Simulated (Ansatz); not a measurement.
Which isomer of ClFGaH3Si gives these data?

These gas-phase data were calculated for one isomer of ClFGaH3Si at r2SCAN-D4/def2-SVP (harmonic, unscaled wavenumbers; equilibrium rotational constants with average atomic masses):

| Property | Result |
| --- | --- |
| rotational constants | 7.395, 1.2, 1.045 GHz |
| all wavenumbers above 1500 cm⁻¹ | 2227, 2216, 1995 |

Candidates:

(1) `F[SiH2][GaH][Cl]`, a singlet
(2) `F[Si@H](Cl)[GaH2]`, a singlet

Q: Assign the data to one candidate and say why.

A: Candidate (1). 2 modes lie between 2000 and 2380 cm⁻¹, one for each Si–H bond, while (2) has 1.

The same quantities for all candidates:

```
     rotational constants (GHz)  wavenumbers above 1500 cm⁻¹  E above the lowest, r2SCAN-D4/def2-SVP (kcal/mol)
(1)           7.395, 1.2, 1.045             2227, 2216, 1995                                                0.0
(2)         3.647, 1.495, 1.145             2233, 1989, 1975                                                8.5
```

Harmonic stretches to hydrogen usually lie a few per cent above observed fundamentals. Each candidate is one conformer. Programs: Ansatz 0.2.0.

The three highest modes count the hydrogens on each centre: the pair at 2227 and 2216 cm⁻¹ belongs to the SiH₂ group, and 1995 cm⁻¹ to the single Ga–H bond. Hydrogen carries most of the motion in both kinds of stretch, so the gap reflects the stiffer Si–H bond far more than the heavier mass of gallium. The rotational constants support the assignment independently. A halogen at each end of the Si–Ga unit gives an extended heavy-atom chain with little mass far from its long axis, hence the large first constant; placing both halogens on silicon moves mass off that axis and lowers it.

The isomers differ by exchange of H and Cl between Si and Ga. The preference for (1) probably reflects the pairing of a strong, polar Ga–Cl bond with Si–H in place of the weaker Ga–H, perhaps helped by chlorine lone-pair donation into the empty gallium p orbital. This ordering of isolated molecules need not survive association through Ga–Cl–Ga or Ga–H–Ga bridges.
